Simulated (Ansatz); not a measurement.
Ligand exchange: C4H8Cl2 + GeH3(CH3) → C4H9Cl + GeH2(CH3)Cl

Species: C4H8Cl2 (1,3-dichlorobutane) `CC(Cl)CCCl`, singlet; GeH3(CH3) (methyl germane), singlet; C4H9Cl (1-chlorobutane) `CCCCCl`, singlet; GeH2(CH3)Cl, singlet. The partners trade Cl for H: C–Cl and Ge–H bonds give way to C–H and Ge–Cl.

Shapes, held fixed at every level: PBE0-D4/def2-TZVP. Flexible molecules stand in one conformer, not always the lowest. Programs: Ansatz 0.2.0. The zero-point and thermal change to 298 K, harmonic and unscaled (PBE0-D4/def2-TZVP), is +8.4 kJ/mol.

| level | kind | ΔH(298 K) (kJ/mol) | less CCSD(T)/def2-TZVPP |
| --- | --- | --- | --- |
| HF/def2-SVP | Hartree–Fock | -136.1 | -17.7 |
| SPW92/def2-TZVPP | LDA | -106.0 | +12.4 |
| r2SCAN0-D4/def2-TZVPP | global hybrid | -123.7 | -5.3 |
| wB97M-V/def2-TZVPP | range-separated hybrid | -120.1 | -1.7 |
| B2PLYP/def2-TZVPP | double hybrid | -122.9 | -4.5 |
| MP2/def2-TZVPP | perturbation theory | -120.9 | -2.5 |
| CCSD(T)/def2-TZVPP | coupled cluster or CI | -118.4 | 0.0 |

The highest level, CCSD(T)/def2-TZVPP, gives ΔH(298 K) = -118.4 kJ/mol; the levels span -136.1 to -106.0. The column of differences is taken from that level and isn't an error. No measured value is set beside it here. Relativity is left out for Ge unless named. Correlated rows may include outer-core shells of Ge, which these sets cover unevenly.

Chlorine transfer from carbon to germanium is strongly exothermic at every level, with CCSD(T) giving -118.4 kJ/mol. The driving force is the pairing of bonds: a weak Ge–H bond is given up for a strong C–H bond, while chlorine moves to the more electropositive germanium, where the larger electronegativity difference gives a more polar, stronger bond. Donation from chlorine lone pairs into σ* orbitals on germanium probably adds to this. The vibrational contribution works against the exchange, as expected when a stiff C–H bond replaces a softer Ge–H bond.

Only LDA makes the reaction less exothermic than CCSD(T); all other levels make it more so. The large Hartree–Fock deviation can't be assigned to missing correlation alone, since that row also uses a smaller basis. The choice of method thus affects the size of the enthalpy change but not its sign. This thermochemical preference says nothing about the rate: reductions of alkyl chlorides by germanium hydrides commonly need a radical chain to proceed.
